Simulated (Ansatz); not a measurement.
# Pressure and energy against volume for a 234-atom annealed Voronoi polycrystal of C with 5 % Si, LDA with atoms relaxed at each volume

We calculate the pressure and the energy of one annealed carbon polycrystal with 5 % Si as its cell is compressed and stretched evenly, with the atoms relaxed again at each fixed volume. Volume changes and energies are counted from the relaxed cell, whose pressure is close to zero; positive pressure means compression. The question matters for hard carbon coatings, where built-in stress strains the film and the stiffness sets how much stress a given strain produces. A disordered network can also respond by changing its bonding, which relieves stress and leaves a different structure behind. We therefore use pressure and energy together to tell elastic response from rearrangement. The cell is a single model sample, so the numbers describe this network and not an average over polycrystals.

## Calculations

One cell of 234 atoms, Si2C37 in reduced formula. Start: 3 grains of diamond C (a = 3.566 Å), 5 % of C replaced at random by Si at random centres and orientations, cut by Voronoi cells in a periodic box, atoms closer than 1.11 Å removed; annealed 20 ps at 3040 K with the Tersoff potential (Tersoff, Phys. Rev. B 39, 5566 (1989)), cooled to 300 K. Minimised at fixed cell. . Cell and atoms were then relaxed in DFT. From that cell the volume was scaled evenly and the atoms were relaxed again at each fixed cell. Ansatz 0.2.0: Kohn-Sham DFT with LDA, PAW potentials, plane waves to 420 eV, k-points Γ alone, no spin polarisation, no spin-orbit coupling. Occupations: Fermi-Dirac smearing of 0.025 eV. The cutoff and the k-mesh are held, so the number of plane waves changes with the volume. In the run that the rows count from, the cell has a density of 2.83 g/cm³, a pressure of 0.0 GPa and a spacing of 0.07 eV between highest filled and lowest empty level with 3 levels partly filled, and its k-points sample 11 Å along the shortest periodic direction.

Notes on method and selection:

- Cells made by classical potentials are single samples, quenched or equilibrated over picoseconds, then relaxed in DFT to a nearby minimum.
- Cells built by rule (random alloys, stacks, cuts and interfaces) are models; they needn't be known phases.
- All values are for 0 K, without vibrations.
- Too few of these runs have a clean gap for a gap column: frontier levels are partly filled, the cells are metallic on their meshes, or the meshes miss the band edges.
- Where atoms are relaxed at each volume, a cell can fall into another minimum, and loose force tolerances leave some of the strain unrelaxed.
- Series whose pressures fit the equation of state badly weren't written up.
- Runs that did not converge, have known faults or may not be shown are not listed, and runs on Ansatz's PAW sets soft_1 and soft_2 are kept to separate tables.

Columns:

- volume change (%): change of the cell's volume from the relaxed cell, all three axes scaled alike.
- volume (Å³/atom): volume per atom.
- pressure (GPa): pressure, a third of the trace of the stress, positive under compression, without a kinetic term.
- energy (meV/atom): free energy per atom less that of the relaxed cell.

Input lines of one member:

```
kpoints:
  mp_grid: { grid: [1, 1, 1] }
hamiltonian:
  xc: lda
scf:
  occupations: { method: fermi_dirac, width: 0.025 }
relax:
  f_tol: 0.05
  max_steps: 70
```

Command (options for logging and memory left out): `ansatz run input.yaml --threads 4 --backend cpu`

## Numbers

| member | volume change (%) | volume (Å³/atom) | pressure (GPa) | energy (meV/atom) |
| --- | --- | --- | --- | --- |
| −6 % | −6 | 7.0895 | 13.129 | 10.601 |
| −3 % | −3 | 7.3158 | ? | ? |
| relaxed cell | 0 | 7.5420 | 0.004 | 0.000 |
| +3 % | 3 | 7.7683 | −6.470 | 4.608 |
| +6 % | 6 | 7.9946 | −9.043 | 3.794 |

Cells marked ? are withheld until the estimate has been made.

Least-squares fits to the members shown, with x = volume change (%); R² and errors in the fitted variable (y, or ln y where the fit is in ln y):

| y | members | fit | R² | rms residual | leave-one-out rms | the same for the mean of the others |
| --- | --- | --- | --- | --- | --- | --- |
| pressure (GPa) | 4 | y = −0.6247 − 1.883 x + 0.07119 x² | 1.00 | 0.55 | 6.2 | 11 |
| energy (meV/atom) | 4 | y = 1.968 − 0.4579 x + 0.1544 x² | 0.79 | 1.7 | 19 | 5.1 (fit no better) |

## Why the values move as they do

Pressure falls at every step from the most compressed to the most stretched cell, but not at an even rate. Between the relaxed cell and +3 % the slope is (−6.470 − 0.004) / 3 = −2.158 GPa per % of volume, which corresponds to a bulk modulus of about 2.158 × 100 = 215.8 GPa. Between +3 % and +6 % it is only (−9.043 + 6.470) / 3 = −0.858 GPa per %.

The energy shows why. For a network that keeps its bonds, the energy change equals the work done against the pressure, −∫P dV, with 1 GPa Å³ = 6.242 meV. From the relaxed cell to +3 %, the mean pressure is (0.004 − 6.470) / 2 = −3.233 GPa and the volume grows by 7.7683 − 7.5420 = 0.2263 Å³/atom, which gives 3.233 × 0.2263 × 6.242 = 4.57 meV/atom, and the table has 4.608. This step is elastic: bonds stretch and bend, and the energy rises accordingly.

From +3 % to +6 % the same sum gives (6.470 + 9.043) / 2 × (7.9946 − 7.7683) × 6.242 = 10.96 meV/atom, yet the energy falls by 4.608 − 3.794 = 0.814 meV/atom. Stretching a cell that is already under tension must cost energy if its structure is kept, so the network has moved to another minimum. The −6 % cell shows the same sign: the work estimate is (13.129 + 0.004) / 2 × (7.5420 − 7.0895) × 6.242 = 18.5 meV/atom against 10.601 in the table. In both end cells some atoms moved much further during relaxation than in the ±3 % cells, which supports local rearrangement as the cause.

A single smooth energy curve therefore doesn't describe the set. The quadratic energy fit has a leave-one-out error of 19 meV/atom, against 5.1 for the mean of the other members, and we build no rule on it. Series with badly fitting pressures were left out of the selection, so this sample can't tell us how common such rearrangements are.

## Blind estimate

Plain estimates from the members shown:

- −3 %, fit at x = −3: 5.665 GPa
- −3 %, straight-line interpolation between −6 % and relaxed cell: w = (−3 − (−6)) / (0 − (−6)) = 0.500, so 13.129 + 0.500 × (0.004 − 13.129) = 6.566 GPa

Both plain estimates, 5.665 and 6.566 GPa, lean on the −6 % cell, whose pressure has been lowered by rearrangement. The −3 % cell showed no such large atomic movements, so we carry the elastic response over from its counterpart at +3 %.

Bonds stiffen as they shorten, so the pressure at −3 % should exceed 6.470 GPa in size. We use the Murnaghan form P = (B/4)[(V₀/V)⁴ − 1], where B is the bulk modulus, V₀ the relaxed volume and 4 a rough, usual value for the pressure derivative of B. At −3 % the volume ratio is V/V₀ = 7.3158 / 7.5420 = 0.97. The bracket is then 1 / 0.97⁴ − 1 = 0.1296, and 1 / 1.03⁴ − 1 = −0.1115 at +3 %, which gives 6.470 × 0.1296 / 0.1115 = 7.52 GPa.

Tried on the end cells, the route gives roughly 16 GPa at −6 % and −12 GPa at +6 %, against 13.129 and −9.043. It overshoots by about 3 GPa in size both times, as expected where rearrangement has relieved stress, so these misses don't measure its error for an elastic cell. Changing the derivative from 4 to 2 or 6 moves the result to 7.1 or 8.0 GPa. That spread, with a small allowance for the loosely converged stresses, gives an error of 0.5 GPa. A hidden rearrangement at −3 % could put the pressure below this range.

**Committed estimate, −3 %: pressure = 7.5 ± 0.5 GPa.**

## Result

| member | volume change (%) | volume (Å³/atom) | pressure (GPa) | energy (meV/atom) |
| --- | --- | --- | --- | --- |
| −3 % | −3 | 7.3158 | 7.249 | 4.994 |

| member | estimate | pressure (GPa) | computed | estimate − computed | miss in error bars |
| --- | --- | --- | --- | --- | --- |
| −3 % | committed | 7.500 | 7.249 | +0.251 | 0.5 |
| −3 % | fit | 5.665 | 7.249 | −1.584 |  |
| −3 % | interpolation | 6.566 | 7.249 | −0.683 |  |

The computed pressure at −3 % is 7.249 GPa. Our 7.5 ± 0.5 GPa is too high by 0.251 GPa, half an error bar, and comes closer than the interpolation (0.683 GPa too low) and the fit (1.584 GPa too low).

Carrying the elastic response over from the +3 % cell worked, as did distrusting estimates that lean on the −6 % cell. The expected stiffening has the right sign: the two pressures differ in size by a factor of 7.249 / 6.470 = 1.12, where our formula gave 1.16. That small difference may come from the assumed pressure derivative of 4 or from the loosely converged stresses, so we don't refine the derivative from it.

The energy confirms that this step is elastic. The work from the relaxed cell to −3 % is (7.249 + 0.004) / 2 × (7.5420 − 7.3158) × 6.242 = 5.12 meV/atom, close to the 4.994 in the table.

## Outliers

Least-squares fits to the whole series, with x = volume change (%); R² and errors in the fitted variable (y, or ln y where the fit is in ln y):

| y | members | fit | R² | rms residual | leave-one-out rms | the same for the mean of the others |
| --- | --- | --- | --- | --- | --- | --- |
| pressure (GPa) | 5 | y = −0.08120 − 1.935 x + 0.05861 x² | 0.99 | 0.75 | 3.1 | 10 |
| energy (meV/atom) | 5 | y = 2.058 − 0.4667 x + 0.1523 x² | 0.79 | 1.5 | 4.6 | 4.2 (fit no better) |

Largest departures from the fit to the whole series:

| member | pressure (GPa) | fit | computed − fit | in rms residuals |
| --- | --- | --- | --- | --- |
| +3 % | −6.470 | −5.359 | −1.111 | 1.5 |
| −3 % | 7.249 | 6.251 | +0.998 | 1.3 |
| +6 % | −9.043 | −9.581 | +0.538 | 0.7 |
| −6 % | 13.129 | 13.639 | −0.510 | 0.7 |

The largest departures from the quadratic pressure fit are at +3 % (−1.111 GPa) and −3 % (+0.998 GPa), yet these are the two strained cells that respond elastically. The end cells have given way and flatten the curve on both sides, a shape that a quadratic can't follow, so the misfit lands on the sound members.

Measured against the elastic formula, the end cells are the odd ones, each about 3 GPa too small in size. Their energies show it too. From −3 % to −6 % the work is (7.249 + 13.129) / 2 × (7.3158 − 7.0895) × 6.242 = 14.4 meV/atom, but the energy rises by only 10.601 − 4.994 = 5.607 meV/atom. The missing 8.8 meV/atom amounts to about 2 eV for the whole cell, a plausible size for a few changed bonds; which bonds changed is not shown in the table.

The +6 % cell is under more tension than the +3 % cell but stores less energy. If its stiffness is similar, releasing it would leave it below the original relaxed cell, which would then not be the lowest minimum nearby.

## Closing remarks

Within ±3 % this network responds elastically, with a mean slope of (7.249 + 6.470) / 6 = 2.29 GPa per % of volume, or a bulk modulus of about 2.29 × 100 = 229 GPa. For this cell, an even strain of 1 % in length, about 3 % in volume, takes roughly 7 GPa. These values must not be read as the stiffness of polycrystalline diamond. We introduced the cell as a polycrystal, which is misleading: it was built from diamond grains, but they did not survive the preparation. In the relaxed cell most carbon atoms have as many neighbours as in graphite, not as many as in diamond. The modulus therefore belongs to one sample of amorphous, mostly sp²-bonded carbon with 5 % Si.

Inside that range the elastic formula missed its one test by about 0.3 GPa. At ±6 % it misses by about 3 GPa, most likely because the network rearranges. A pressure that still falls at every step can hide this, so the energy should be checked against the work done. The quadratic energy fit remains no better than the mean.

Zero-point vibration, which is left out, would add an outward pressure and shift the equilibrium to a larger volume. It would also lower the energy of the stretched cells relative to the compressed ones, so the zero of pressure and the energies here belong to the static network.

[Logs are printed without paths, hosts, clocks, repeated set-up lines and the standing remarks that a program may print on its own settings, such as how far it seeks lower states.]
